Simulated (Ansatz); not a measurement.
# Relative energies of C3H10BN isomers

2 of its isomers, all singlets with charge 0: A = `BN(C)CC`; B = `CBN(C)C`.

Shapes, held fixed at every level: PBE0-D4/def2-TZVP. Flexible molecules stand in one conformer, not always the lowest. Programs: Ansatz 0.2.0.

A:

```xyz
15

B     0.0428   -0.2165    1.6347
N     0.3248   -0.4018    0.2907
C     1.2587   -1.4090   -0.1653
C    -0.2411    0.3430   -0.8232
C    -1.2241    1.4274   -0.4531
H    -0.7310    0.6200    1.9899
H     0.5999   -0.9204    2.4282
H     2.0862   -0.9513   -0.7199
H     1.6642   -1.9508    0.6868
H     0.7661   -2.1225   -0.8362
H    -0.7246   -0.3737   -1.5011
H     0.5883    0.7808   -1.3954
H    -1.5756    1.9144   -1.3653
H    -0.7664    2.1855    0.1843
H    -2.0900    1.0242    0.0742
```

B:

```xyz
15

C    -1.9627    0.4004   -0.8124
B    -0.6854   -0.4980   -0.6517
N     0.4322   -0.1913    0.1244
C     1.5713   -1.0754    0.2185
C     0.6032    1.0056    0.9130
H    -2.1213    0.6233   -1.8736
H    -2.8486   -0.1650   -0.5016
H    -1.9675    1.3480   -0.2703
H    -0.6392   -1.5488   -1.2370
H     1.4014   -1.9628   -0.3886
H     1.7428   -1.3855    1.2565
H     2.4841   -0.5779   -0.1314
H    -0.2654    1.6539    0.8270
H     0.7463    0.7572    1.9715
H     1.4871    1.5655    0.5847
```

Electronic energies in kJ/mol, without zero-point or thermal terms.

```csv
level,kind,B − A
SPW92/def2-TZVPP,LDA,-39.1
PBE-D4/def2-TZVPP,GGA,-40.6
B3LYP-D4/def2-TZVPP,global hybrid,-39.5
BHLYP-D4/def2-TZVPP,global hybrid,-38.9
wB97M-V/def2-TZVPP,range-separated hybrid,-38.5
MP2/def2-TZVPP,perturbation theory,-37.0
CCSD/def2-TZVPP,coupled cluster or CI,-36.9
CCSD(T)/CBS estimate,coupled cluster or CI,-36.7
```

The highest level, CCSD(T)/CBS estimate, puts B lowest of these. All levels agree on that. The B − A difference spans -40.6 to -36.7 kJ/mol over the levels. The CBS estimate extrapolates MP2 from def2-TZVPP and def2-QZVPP and adds CCSD(T) − MP2 in the triple-zeta set, cores frozen.

Moving a carbon from the ethyl chain on nitrogen to boron lowers the energy by 36.7 kJ/mol at the highest level. Both isomers are aminoboranes in which the nitrogen lone pair donates into the empty boron p orbital, so the preference does not come from gaining or losing B–N π bonding. Formally, a B–H and a C–C bond are exchanged for a B–C and a C–H bond. The polar B–C bond and hyperconjugation from the methyl group into the boron p orbital probably account for much of the gain. The slightly longer B–N distance in B fits such competition with nitrogen donation, but does not prove it.

Because the π framework and most bond types are retained, correlation errors largely cancel, and MP2 already lies close to CCSD(T). The density functionals all favour B somewhat too strongly, but the ordering is secure for these two structures. It says nothing about their relative tendency to dimerise through B–N bridges, a common reaction of unhindered aminoboranes.
